Margin comments on the Frenkel pair concentration with unequal site numbers: oxygen in CeO2

1. Counting the sites. The cubic cell of fluorite CeO2, edge a, holds 4 Ce and 8 O. The oxygens form a simple cubic array of spacing a/2 with 8 small cubes per cell; Ce fills the centres of 4 of them and the other 4 centres are empty. A crystal with N oxygen sites therefore has N′ = N/2 interstitial sites. The same count holds for cubic ZrO2 and HfO2. In Kröger–Vink notation the reaction is O_O^× + V_i^× ⇌ V_O^•• + O_i″.

2. The premises, which are seldom listed.
P1. T and p are fixed; the crystal exchanges no oxygen, is exactly stoichiometric, and N and N′ are fixed (no Schottky disorder).
P2. A site holds at most one oxygen, and each defect has one internal state and one charge state.
P3. Defects do not interact: every arrangement of n vacancies and n interstitials has the Gibbs energy G₀ + n g_F. Here g_F = h_F − T s_F refers to one infinitely separated pair and contains vibrations and relaxation but no configurational entropy.
P4. Oxygen moves fast enough to sample all arrangements.
The equality of vacancy and interstitial numbers follows from conservation of oxygen in P1. Charge neutrality is not needed for it; neutrality then only makes electrons and holes equally numerous.

3. Why a product of two binomials. The n empty sites are chosen among N, and independently the n filled sites among N′:
W(n) = N!/[n!(N−n)!] · N′!/[n!(N′−n)!].  (1)
No further factor n! appears for matching vacancies to interstitials: oxygen atoms are indistinguishable, so a state is fixed by which sites are occupied. By P3 the partition function is
Z = exp(−G₀/kT) Σ_n W(n) Kⁿ,  K = exp(−g_F/kT),  (2)
with n from 0 to min(N, N′) and k the Boltzmann constant.

4. The largest term, without Stirling. The ratio of successive terms of (2) is
r(n) = K (N−n)(N′−n)/(n+1)².  (3)
It falls monotonically with n, so the terms rise while r > 1 and fall afterwards: there is one maximum. Let n₀ solve
n²/[(N−n)(N′−n)] = K.  (4)
The left side climbs from 0 to ∞ on 0 ≤ n < min(N, N′), so this root exists and is unique. For n ≥ n₀ the quantity K(N−n)(N′−n) is at most n², hence r(n) < 1. For n + 1 ≤ n₀ it exceeds K(N−n−1)(N′−n−1) ≥ (n+1)², hence r(n) > 1. The most probable integer thus lies within one unit of n₀.

5. The same by the usual route. With ln m! ≈ m ln m − m, d(ln m!)/dm = ln m. Each n! in the denominator of (1) contributes −ln n, and (N−n)! and (N′−n)! contribute +ln(N−n) and +ln(N′−n):
d ln W/dn = ln[(N−n)(N′−n)/n²].
Setting dG/dn = 0 for G = G₀ + n g_F − kT ln W gives (4). The curvature
d²G/dn² = kT[2/n + 1/(N−n) + 1/(N′−n)]
is positive, so the stationary point is a minimum, and the Gaussian about it has variance
σ² = 1/[2/n₀ + 1/(N−n₀) + 1/(N′−n₀)] ≈ n₀/2.  (5)
The relative width 1/√(2n₀) vanishes for n₀ ≫ 1, which allows the largest term to stand for the average. The variance is half the Poisson value because two dilute species share one number.

6. Solving (4) in full. It is the quadratic (1−K)n² + K(N+N′)n − KNN′ = 0, with discriminant K²(N+N′)² + 4K(1−K)NN′ = K²(N−N′)² + 4KNN′. Rationalising the physical root removes the apparent singularity at K = 1. With s = √K,
n₀ = 2sNN′ / {s(N+N′) + √[s²(N−N′)² + 4NN′]}.  (6)
At K = 1 this gives NN′/(N+N′): in fluorite 1/3 of the lattice sites are empty and both kinds of site are 2/3 full, as equal energies require. For K → ∞ it gives min(N, N′).

7. The dilute limit and its first correction. For small s the square root in (6) is 2√(NN′)[1 + O(s²)], so
n₀ = √(NN′) s [1 − s(N+N′)/(2√(NN′)) + O(s²)],  (7)
and to leading order
n₀ = √(NN′) exp(−g_F/2kT).  (8)
The 2 in the exponent comes from the n² in (4): one payment g_F buys two mixing entropies. For N′ = N/2 the blocking correction in (7) is 3s/(2√2) = 1.06 s, below 1 % once g_F > 9.3 kT. The site fractions differ, x_V = n₀/N = s/√2 and x_i = n₀/N′ = √2 s, and only their product equals K. Writing N for √(NN′) overstates n₀ by √2 = 1.41, the same as misplacing s_F by k ln 2.

8. What an Arrhenius plot returns. The Gibbs–Helmholtz relation ∂(g_F/T)/∂(1/T) = h_F at fixed p turns (8) into
d ln n₀/d(1/T) = −h_F/2k,
which holds even when h_F and s_F depend on T. The slope gives half the enthalpy, not half of g_F; for constant h_F and s_F the prefactor is √(NN′) exp(s_F/2k). Outside the dilute limit, differentiating the logarithm of (4) gives dn₀/d ln K = σ², so the factor 1/2 becomes σ²/n₀.

9. What s_F contains. A harmonic mode of frequency ω has free energy kT ln[2 sinh(y/2)] = kT[ln y + y²/24 + …], y = ħω/kT. A Frenkel pair conserves atoms and so conserves the number of modes; in the classical limit s_F = k Σ_j ln(ω_j/ω′_j), primes marking the defective crystal, and ħ cancels. For the LO mode of CeO2, 5.95×10⁴ m⁻¹ (595 cm⁻¹, compiled value, SRNL-STI-2020-00011), y = 0.57 at 1500 K and y²/24 = 0.014, so the classical form suffices. The pv part of h_F is negligible at 10⁵ Pa: a formation volume as large as a formula unit, a³/4, would give 1.9×10⁻⁴ kT at 1500 K.

10. Relaxing P2. If the interstitial has w equivalent orientations on its site, W gains a factor wⁿ and K in (4) becomes wK. A split interstitial centred on a lattice site competes with the vacancies for the same sites: W = wⁿ N!/[n! n! (N−2n)!], and the steps of comment 5 give n²/(N−2n)² = wK. The ⟨110⟩ dumbbell in silicon has w = 6, a factor √6 = 2.45 in n₀. In silicon, however, surfaces and dislocations create vacancies and interstitials separately, P1 fails, and only the product law of the next comment survives.

11. Relaxing P1: the product survives, the square root does not. Let the crystal exchange O atoms with a reservoir at chemical potential μ_O and electrons at the Fermi level E_F. Making V_O^•• hands one atom and two electrons to the reservoirs and costs g_V + μ_O + 2E_F; making O_i″ costs g_i − μ_O − 2E_F, where g_V and g_i are Gibbs energy differences between defective and perfect crystal. Each site is now an independent two-state system:
n_V/(N−n_V) = exp[−(g_V + μ_O + 2E_F)/kT],
n_i/(N′−n_i) = exp[−(g_i − μ_O − 2E_F)/kT].
Both reservoirs cancel in the product:
n_V n_i/[(N−n_V)(N′−n_i)] = exp[−(g_V+g_i)/kT] = K.  (9)
Equation (4) is (9) with n_V = n_i. If reduction or acceptor doping fixes an excess Δ = n_V − n_i, the dilute form n_V n_i = n₀² gives
n_i = [√(Δ² + 4n₀²) − Δ]/2,  (10)
which tends to n₀²/Δ for Δ ≫ n₀. At fixed Δ the interstitials then follow the full h_F, not half of it.

12. A computed g_F needs its image-charge terms added. Charges q = +2e and −2e in separate periodic cells have potential-alignment terms, linear in q, that cancel in g_V + g_i when the alignment is the same for both. The point-charge term does not cancel: a simple cubic array of charges in a neutralising background has energy −α_M q²/(8πε₀ε_s L) per cell of edge L, with α_M = 2.837 from an Ewald sum, and it is even in q. The static constant ε_s applies to relaxed defects. Fluorite has one infrared-active mode, so the Lyddane–Sachs–Teller relation gives ε_s = ε_∞(ω_LO/ω_TO)² = 5.31 × (595/272)² = 25.4 from compiled values (ε_∞ from "Toward a consistent prediction of defect chemistry", frequencies from SRNL-STI-2020-00011, temperatures not stated). With a = 5.411×10⁻¹⁰ m (compiled value, Stimac 2024) and L = 2a, the two terms sum to 9.5×10⁻²⁰ J (0.59 eV). Omitting them raises n₀ at 1500 K by a factor of 10 in this leading-order estimate.

13. When the crystal holds only a few pairs. For n ≪ N, N′, W ≈ (NN′)ⁿ/(n!)², and the sum in (2) is the series of the modified Bessel function I₀(2x), x = √(NN′K). The mean is ⟨n⟩ = d ln Z/d ln K = (x/2) d ln I₀(2x)/dx, and I₀′ = I₁ gives
⟨n⟩ = x I₁(2x)/I₀(2x).  (11)
For large x this is x − 1/4, confirming (8). At x = 1 it is 0.70. For small x only the terms 1 + x² matter and ⟨n⟩ ≈ NN′K, with the exponent g_F/kT undivided. The square-root law needs many pairs as well as a low concentration.

14. Relaxing P3, first: screening. The defects carry q = ±2e, and the leading correction to (8) is electrostatic. Let c be the number density of each defect, ε = ε₀ε_s and l_B = q²/(4πεkT) the Bjerrum length. Linearising the Boltzmann populations c exp(∓qφ/kT) in Poisson's equation gives ∇²φ = κ²φ with κ² = 2cq²/(εkT) = 8πl_B c, and φ = q exp(−κr)/(4πεr) around a defect. Removing the bare potential and letting r → 0 leaves −qκ/(4πε) from the cloud. Charging one added defect from 0 to q at fixed κ costs ∫₀¹ (−λqκ/4πε) q dλ = −kT κl_B/2. A pair gains twice this, so K becomes K exp(κl_B), and with c₀ = n₀/V
c = c₀ exp(κl_B/2).  (12)
This Debye–Hückel correction scales as √c, the blocking term in (7) as c, so screening wins at low c. Since κ = κ₀u with u = √(c/c₀), (12) reads u = exp(κ₀l_B u/4). The maximum of ln u/u is 1/e, so a solution exists only for κ₀l_B ≤ 4/e = 1.47; the point-charge law fails before that.

15. Relaxing P3, second: close pairs. Seen from an oxygen site, cube centres lie at (a/4)(h, k, l) with h, k, l odd, and inversion through the site exchanges filled and empty ones, so half of each shell is empty: 4 sites at √3 a/4, then 12, 12, 16 and 24 at √11, √19, √27 and √35 times a/4. The first shell is taken to recombine without a barrier; excluding it is a correction of order x_V, like blocking. A pair bound by b in a shell of z sites is one neutral species with zN placements and an unconstrained number p, so ln(zN/p) = (g_F − b)/kT and
p/n₀ = z √(N/N′) s exp(b/kT).  (13)
Bound pairs add to the displaced oxygen but leave (9) for the free defects unchanged. Below, b/kT = l_B/r, a continuum estimate that is rough at these distances.

16. Numerical illustration. The inputs h_F = 4.0 eV (6.4×10⁻¹⁹ J) and s_F = 5k are assumed; calculated enthalpies for the separated pair are typically about 3 to 5 eV. All results are the model's. Extra digits serve only the arithmetic.
Site densities: N/V = 8/a³ = 5.050×10²⁸ m⁻³, N′/V = 2.525×10²⁸ m⁻³, √(NN′)/V = 3.571×10²⁸ m⁻³. A typical expansion coefficient of 1.2×10⁻⁵ K⁻¹ over 1200 K would lower them by about 4 %; this is ignored and leaves site fractions unaffected.
At T = 1500 K: kT = 2.071×10⁻²⁰ J, g_F = 5.37×10⁻¹⁹ J (3.35 eV), g_F/kT = 25.945, K = 5.4×10⁻¹², s = 2.32×10⁻⁶.
Result of (8): c₀ = 8.3×10²² m⁻³, x_V = 1.6×10⁻⁶, x_i = 3.3×10⁻⁶.
Corrections, relative to c₀:
– blocking, (7): a decrease of 2.5×10⁻⁶;
– screening, (12): l_B = 1.75 nm, 1/κ₀ = 16.5 nm, κ₀l_B = 0.106, c/c₀ = 1.056;
– close pairs, (13): at √11 a/4 = 0.449 nm, b/kT = 3.9 and p/n₀ = 2.0×10⁻³; the four shells to √35 a/4, those inside l_B/2, total 4.1×10⁻³, partly overlapping what (12) already counts;
– electrons and holes: taking the 3 eV gap from O 2p to Ce 4f (compiled value, Tran 2019) crudely as a thermal excitation energy, with electrons on Ce sites (4/a³) and holes on O sites (8/a³), the counting of (8) gives 3.3×10²³ m⁻³ of each. These unit charges multiply κ² by 2.0 and lift κl_B/2 to 0.075, so screening raises c by about 8 %.
All of these are small beside the uncertainty of the inputs: 0.5 eV in h_F is a factor of 6.9 in c₀, and s_F = 0 would lower it by a factor of 12. The choice between N and √(NN′) equals kT ln 2 = 1.4×10⁻²⁰ J (0.090 eV) in g_F. The model's c₀ is an order of magnitude, 10²³ m⁻³.
Size: one pair on average occupies a cube of edge c₀^(−1/3) = 23 nm. In a 2×2×2 cell (N = 64, N′ = 32), (11) gives ⟨n⟩ = 1.1×10⁻⁸ where (8) would give 1.1×10⁻⁴; in so small a cell the pair also interacts, which raises the first number.

17. What this means for real ceria. CeO2 in contact with gas violates P1, because it loses oxygen and forms Ce³⁺. In air near 1500 K the deficit δ in CeO2−δ is typically of order 10⁻⁴ to 10⁻³, a vacancy fraction δ/2 that is some 30 times the model's x_V at the lower end and ten times more at the upper. Equation (8) thus underestimates the vacancies and overestimates the interstitials, and (10) replaces it. For an illustrative δ = 2×10⁻⁴, Δ/V = 5.05×10²⁴ m⁻³ and (10) gives n_i/V = 1.4×10²¹ m⁻³, a factor of 61 below c₀. Screening is no longer small there: vacancies and two unit charges per vacancy give κ² = (πl_B)(4 + 2)Δ/V, κl_B = 0.72, and the limiting law, near the end of its reach, multiplies K and n_i by 2.0. The model's interstitial density is then a few 10²¹ m⁻³.

18. Range of validity. Equation (4) and its root (6) are exact for the lattice gas P1 to P4 when n₀ ≫ 1. Equation (8) needs in addition s(N+N′)/(2√(NN′)) ≪ 1. For charged defects the binding condition is κ₀l_B ≪ 1: with the same inputs at 2400 K, x_V = 5.4×10⁻⁴ and blocking is still only 8.2×10⁻⁴, yet κ₀l_B = 0.95 and (12) already gives c/c₀ = 1.9. The undiluted form (6) therefore never improves on (8) for O²⁻ pairs, since P3 fails first, and the cooperative anion disorder of fluorites near melting lies outside the model. The equality n_V = n_i needs |Δ| ≪ n₀, which in the illustration means an oxygen deficit, or its equivalent in aliovalent impurities, well below 10⁻⁶ per oxygen site. On cooling, P4 fails wherever oxygen stops moving, and the populations keep the values of a higher temperature. The product law (9) is the most durable statement: it holds at any oxygen pressure and doping for which the defects remain dilute, equilibrated and weakly screened.